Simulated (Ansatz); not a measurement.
Method: DFT PBE+D3(BJ), scalar-relativistic, plane waves, PAW (Ansatz). Settings: cutoff 420 eV, Γ-centred meshes spaced at most about 0.3 Å⁻¹, and about 0.25 Å⁻¹ or finer for metals (2π included), Gaussian smearing. No spin polarisation in the final relaxations.

These are static total energies at zero pressure.

Two relaxed structures of TiB4:

1. Space group P6/mmm (No. 191), hexagonal, a = 3.011 Å, c = 4.991 Å. Ti has 12 B at 2.32 Å; around B lie 3 B at 1.74 Å, 1 B at 1.92 Å and 3 Ti at 2.32 Å.

2. Space group C2/m (No. 12), monoclinic, a = 3.039 Å, b = 5.183 Å, c = 4.888 Å, β = 96.3°. Around Ti lie 12 B at 2.31–2.44 Å; B has 4 B at 1.73–1.82 Å, 1 B at 2.03 Å and 3 Ti at 2.31–2.44 Å.

Problem. Which form is favoured at zero pressure, and by what margin per atom?

Solution. Cell 2 is lower, by 68 meV/atom. Cell 1 has space group P6/mmm (No. 191), 7.8 Å³/atom and no gap on its mesh; cell 2 has space group C2/m (No. 12), 7.7 Å³/atom and no gap. Cell 1 and cell 2 both hold B–B nets. Both come from invented guesses.

Cells relaxed within their symmetry can be saddle points. The C2/m cell of TiB4 came from shaking the P6/mmm one.

The monoclinic form of TiB4 is favoured over the hexagonal one by 68 meV/atom, and the gain probably comes from the boron network. In the hexagonal cell each boron has three short B–B contacts and a stretched one at 1.92 Å. The distortion gives four contacts at 1.73–1.82 Å, with a fifth, weak one at 2.03 Å. Boron has fewer valence electrons than valence orbitals, so it readily shares electrons in multicentre bonds, and such a rearrangement suits it. Stronger Ti–B bonding is a less likely cause, since the Ti–B distances spread from 2.32 Å to 2.31–2.44 Å and so mostly lengthen.

Neither cell has a gap, so the preference can't be put down to a gap opening. The monoclinic cell is also slightly denser, which suggests that modest compression would not reverse the order. The ranking doesn't show that TiB4 would survive against decomposition into the well-known diboride TiB2 and elemental boron.
